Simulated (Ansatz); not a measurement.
Ligand exchange: CH7ClSi2 + C2H3FGe → CH7FSi2 + C2H3ClGe

Species: CH7ClSi2 `[SiH3]C[SiH2]Cl`, singlet; C2H3FGe `C#[C][GeH2][F]`, singlet; CH7FSi2 `F[SiH2]C[SiH3]`, singlet; C2H3ClGe `C#[C][GeH2][Cl]`, singlet. The partners trade Cl for F: Si–Cl and Ge–F bonds give way to Si–F and Ge–Cl.

Shapes, held fixed at every level: PBE0-D4/def2-TZVP. Flexible molecules stand in one conformer, not always the lowest. Programs: Ansatz 0.2.0. Electronic energies: no zero-point or thermal term.

```tsv
level	kind	ΔE (kJ/mol)	less CCSD(T)/def2-TZVPP
HF/def2-TZVPP	Hartree–Fock	-54.8	-4.8
PBE-D4/def2-TZVPP	GGA	-43.6	+6.4
r2SCAN-D4/def2-TZVPP	meta-GGA	-47.4	+2.6
wB97X-V/def2-TZVPP	range-separated hybrid	-46.7	+3.3
B2PLYP/def2-TZVPP	double hybrid	-49.8	+0.2
MP2/def2-TZVPP	perturbation theory	-50.0	0.0
CCSD/def2-TZVPP	coupled cluster or CI	-51.3	-1.3
CCSD(T)/def2-TZVPP	coupled cluster or CI	-50.0	0.0
```

The highest level, CCSD(T)/def2-TZVPP, gives ΔE = -50.0 kJ/mol; the levels span -54.8 to -43.6. The column of differences is taken from that level and isn't an error. No measured value is set beside it here. Relativity is left out for Ge unless named. Correlated rows may include outer-core shells of Ge, which these sets cover unevenly.

Every level favours moving fluorine to silicon and chlorine to germanium, with CCSD(T) putting the exchange at -50.0 kJ/mol. The preference reflects how much more silicon gains than germanium when chlorine is replaced by fluorine. Silicon is the more electropositive of the two, because the filled 3d shell of germanium screens its nuclear charge poorly, and its shorter bond to fluorine brings stronger electrostatic attraction. Chlorine, larger and less electronegative, discriminates less between the two centres.

Because the exchange conserves the number of bonds to each halogen, much of the correlation energy cancels, and Hartree–Fock already gives the right sign. It overshoots the exothermicity while PBE undershoots it, probably because they describe the polarity of the halogen bonds differently. MP2 matches CCSD(T) although CCSD does not, which suggests a cancellation between higher-order doubles and triples rather than convergence at second order. The energy belongs to the whole exchange, so it yields no individual bond strengths and doesn't separate the Si/Ge contrast from the influence of the differing carbon substituents.
